Stretching of the neutral silyl radical (SiH3, doublet) with HF, correlated levels (frozen core) and density functionals in the 6-31G basis, run with AFQMC afq 1 (own program) and Ansatz 0.2.0. The scale multiplies all three Si–H bond lengths of the PBE0/def2-TZVP geometry; energies count from scale 1, on a UHF determinant. U is unrestricted, RO restricted open-shell.

```
point scale  number  determinant  HF, energy from the start of the scan (eV)  MP2, energy from the start of the scan (eV)  CCSD(T), energy from the start of the scan (eV)  phaseless AFQMC, energy from the start of the scan (eV)  released AFQMC, energy from the start of the scan (eV)  FCI, energy from the start of the scan (eV)  PBE, energy from the start of the scan (eV)  PBE0, energy from the start of the scan (eV)
      0.871       1            U                                       1.478                                        1.588                                            1.676                                                    1.677                                                     n/a                                        1.679                                        1.642                                         1.557
      1.132       2            U                                       0.768                                        0.614                                            0.476                                                    0.473                                                     n/a                                        0.470                                        0.489                                         0.608
      1.306       3            U                                       3.061                                        2.690                                            2.259                                                    2.246                                                 2.23800                                        2.232                                        2.296                                         2.608
      1.495       4            U                                       5.121                                        5.377                                            4.296                                                    4.279                                                     n/a                                        4.188                                        4.419                                         4.938
      1.740       5            U                                       6.504                                        7.150                                            6.031                                                    6.193                                                     n/a                                        5.969                                        6.657                                         7.131
      2.037       6           RO                                      11.809                                        9.508                                            6.216                                                    7.401                                                     n/a                                        7.140                                        8.199                                         8.328
      2.390       7            U                                       6.579                                        7.487                                            7.727                                                    7.700                                                     n/a                                        7.680                                        8.835                                         8.802
```

When the three Si–H bonds of the silyl radical are stretched together, the most accurate levels agree at first, but further out the choice between them decides the shape of the curve. Full configuration interaction (FCI) solves the electron problem exactly within the chosen basis and frozen core, and serves here as the yardstick. All energies are counted from the start of the scan, so an error below means a distortion of the curve relative to FCI. Up to scale 1.306, CCSD(T) and phaseless AFQMC stay within 1 kcal/mol, or 0.043 eV. Beyond it CCSD(T) misses that target at every point, and AFQMC meets it again only at the last.

The errors follow from what a single determinant leaves out. Hartree–Fock (HF) lets each electron feel only the average of the others, and the energy gained when electrons avoid one another in detail is the correlation energy. It amounts to 1.69 eV at scale 0.871, where the total energies of HF and FCI can be compared directly. The relative energies in the table then carry this amount along the curve, as the printed analysis after this text shows.

On the unrestricted determinants, marked U, the correlation energy first grows as the bonds loosen, to 2.82 eV at scale 1.495. It then shrinks to 0.79 eV at scale 2.390. The growth reflects electron pairs whose two electrons increasingly sit on different atoms, which one determinant describes poorly. The later fall comes about because an unrestricted determinant can place opposite spins on separate atoms, and once the atoms hardly interact this is nearly right. What remains should belong mainly to the silicon atom, since a lone hydrogen atom has no second electron to avoid.

Stretched H₂ shows the same sequence in its simplest form. Its unrestricted determinant also puts one spin on each atom, and its correlation energy also rises and then falls, in that case to zero. The comparison covers the loosening of an electron pair and no more. H₂ has neither a correlated atom left at the end nor the triple excitations that CCSD(T) estimates.

HF therefore fails in two opposite ways. At intermediate stretch it lies too high, because the neglected correlation has grown. At the end it lies 1.10 eV too low relative to FCI, because the correlation that held the bonds together at the start was never counted. Between scales 1.740 and 2.390 it also rises much less than FCI, which still climbs by 1.71 eV. The 0.08 eV in the table should not be taken as the size of that rise. Three stretched bonds allow several unrestricted solutions, coupled cluster picks its determinant by trial, and the one used at scale 1.740 is expected to lie above the lowest. All values built on the determinant at that point carry this choice.

MP2 is the cheapest correction, and a simple model shows when it can be relied on. Suppose that MP2 recovers the same share f of the correlation energy at every bond length. Subtracting that share from HF, with all energies counted from the start, gives

E(MP2) = E(HF) − f · [E(HF) − E(FCI)]

The total energies at scale 0.871 fix f at 0.719, and nothing is fitted to the rest of the curve. For scale 1.495 the estimate is

E(MP2) = 5.121 − 0.719 · (5.121 − 4.188) = 4.45 eV

The computed MP2 value is 5.377 eV, so the model is too low by 0.93 eV. It works to within 0.06 eV at the two points nearest the start, and its failure further out shows that the share itself collapses. MP2 recovers 72% of the correlation energy at scale 0.871 but only 38% at 1.495, and 28% on the determinant used at 1.740; by scale 2.390, where the bonds are nearly broken, the share is back at 53%.

Theory gives a reason for this collapse. In a half-broken bond, the arrangement with spin up on silicon and spin down on hydrogen has nearly the same energy as the swapped one, and the true state mixes the two. An unrestricted determinant keeps only one of them, which contaminates the doublet with higher spin. MP2 judges the swap by orbital energies, which make it look costly, and so mixes in too little of it. The runs do flag spin contamination along the curve, although at scale 0.871 the determinant is still an almost pure doublet.

Coupled cluster lets the excitations act on one another, which repairs most of this defect. On the U points, with the determinants picked here, the errors of CCSD(T) span 0.11 eV, against 1.38 eV for MP2. The runs nevertheless warn of strong correlation and flag the coupled-cluster state, and unrestricted levels can fall towards a higher spin, so the small errors at the stretched points do not show that the state is right. The gain is large, but it may still fall short of what kinetics needs. An error of 0.1 eV in a barrier changes a rate at 500 K by about a factor of ten.

The point at scale 2.037 suggests how strongly CCSD(T) depends on its starting determinant, although the table has no U value there for a direct comparison. Here the choice by trial fell on a restricted open-shell (RO) determinant, although an unrestricted one close to its neighbours is expected to exist. RO forces the paired electrons to share orbitals even between distant atoms. HF jumps to about 5.3 eV above the mean of its two U neighbours, while FCI passes through smoothly, so the spike is no barrier. CCSD(T) drops 0.92 eV below FCI. This fits the known failure of coupled cluster on restricted determinants of broken bonds, where occupied and empty orbitals come close in energy. The run shows that the fall has two parts: CCSD alone already lies below FCI, and the perturbative triples, which can grow far too large in such a case, lower the energy further. Such a fall is possible because coupled-cluster energies are not bounded from below by the exact one. A lower CCSD(T) energy is therefore no sign of a better determinant.

Phaseless AFQMC samples the correlated state by random walks, guided by a trial wave function that keeps the walks under control. At the RO point its error is 0.26 eV, much smaller than that of CCSD(T). At scale 1.740, however, it errs by 0.22 eV where CCSD(T) errs by only 0.06 eV. The trial function, built on the determinant picked at that point, may be too poor there, or the walk and the cluster series may follow different spin states, as the runs warn; neither cause has been tested. The runs also warn that walks released from the constraint disagree with the highest level. At scale 0.871 the released walks agree with FCI to within 0.001 eV in total energy, and at scale 1.306 the released value lies 0.006 eV above FCI. The table gives none for the more stretched points, where the matter stays open. AFQMC is thus a useful second opinion on a stretched bond, but not a replacement for the reference.

The density functionals need a different reading. At scale 2.390, PBE and PBE0 both lie more than 1.1 eV above FCI, but this is not simply their own error. The 6-31G basis has no polarisation functions, and the wave-function levels, HF included, are expected to lose more binding from that than the functionals, which lose some too. The atomisation energy of silyl is, as a rough recalled figure, near 10 eV, while FCI has reached only 7.68 eV and is levelling off. Most of that gap is probably due to the basis, so the closeness of PBE to FCI near the start is no proof of its accuracy either.

The two functionals can be compared with each other more safely, because they share the basis and differ only in the quarter of exact exchange that PBE0 contains. PBE0 lies up to 0.52 eV above PBE, at scale 1.495, yet the two nearly agree at the last point. The largest shift falls where HF lies furthest above FCI among the U points, but the link is loose: the shift is larger at scale 1.740 than at 1.306, where the HF error is the larger, and at the last point it does not follow HF downwards. The runs warn that functionals break spin symmetry on part of the curve, so smooth energies do not guarantee a proper doublet.

Cost decides how these findings can be used. HF and the functionals are the cheapest levels; the work of MP2 grows roughly with the fifth power of system size and that of CCSD(T) with the seventh. One set of polarisation functions on each atom would double the 14 correlated orbitals used here. At a fixed number of electrons, the triples step of CCSD(T) would then cost about 30 times as much, while the number of FCI determinants would grow about 180-fold. In AFQMC, noise ten times smaller takes a hundred times as many samples, and the bias of the constraint stays.

For the structure and small distortions of silyl, CCSD(T) is adequate, and the effort is better spent on a larger basis than on a higher level. The scan breaks three bonds at once, which should be a harder test than a reaction step that breaks only one. Whenever Si–H bonds break, the practical rule is to follow one determinant continuously, to try several starting guesses because a higher solution need not show as a jump, and to watch the HF curve for jumps and the spin for contamination. Where either appears, the energy should be checked with a multireference method, or with FCI in a small basis, before a barrier is drawn from it.

The analysis program printed:

```
Energy from the start less FCI in eV:
    row      HF     MP2  CCSD(T)   AFQMC     PBE    PBE0
  0.871  -0.201  -0.091   -0.003  -0.002  -0.037  -0.122
  1.132   0.298   0.144    0.006   0.003   0.019   0.138
  1.306   0.829   0.458    0.027   0.014   0.064   0.376
  1.495   0.933   1.189    0.108   0.091   0.231    0.75
   1.74   0.535   1.181    0.062   0.224   0.688   1.162
  2.037   4.669   2.368   -0.924   0.261   1.059   1.188
   2.39  -1.101  -0.193    0.047    0.02   1.155   1.122
Correlation energy beyond the determinant:
    row  Si-H in A  FCI in eV  MP2 in eV  MP2 share in %  constant-share model less MP2 in eV
  0.871      1.293      1.688      1.213           71.87                              0.03447
  1.132      1.681      2.187      1.477           67.54                             -0.06018
  1.306      1.939      2.718      1.694           62.33                              -0.2248
  1.495       2.22      2.822      1.067           37.81                              -0.9266
   1.74      2.584      2.424     0.6769           27.93                               -1.031
  2.037      3.025      6.558      3.624           55.26                               -1.055
   2.39      3.549     0.7875     0.4149           52.68                              -0.1167
Si-H length at the start of the scan in A: 1.485
One kcal/mol in eV: 0.04336
Span of HF errors on U rows in eV: 2.034
Span of MP2 errors on U rows in eV: 1.382
Span of CCSD(T) errors on U rows in eV: 0.111
Span of AFQMC errors on U rows in eV: 0.226
Span of PBE differences from FCI on all rows in eV: 1.192
Span of PBE0 differences from FCI on all rows in eV: 1.31
Span of CCSD(T) errors on all rows in eV: 1.032
Span of AFQMC errors on all rows in eV: 0.263
HF of the RO row above the mean of its two U neighbours in eV: 5.268
Rise of HF from scale 1.740 to 2.390 in eV: 0.075
Rise of FCI from scale 1.740 to 2.390 in eV: 1.711
Largest PBE0 less PBE in eV: 0.519
Total energy of CCSD(T) less FCI at 0.871 in meV: 6.08
Growth of the FCI determinant count from 14 to 28 orbitals as a factor: 184.1
Growth of the CCSD(T) triples step from 14 to 28 orbitals as a factor: 29.64
```
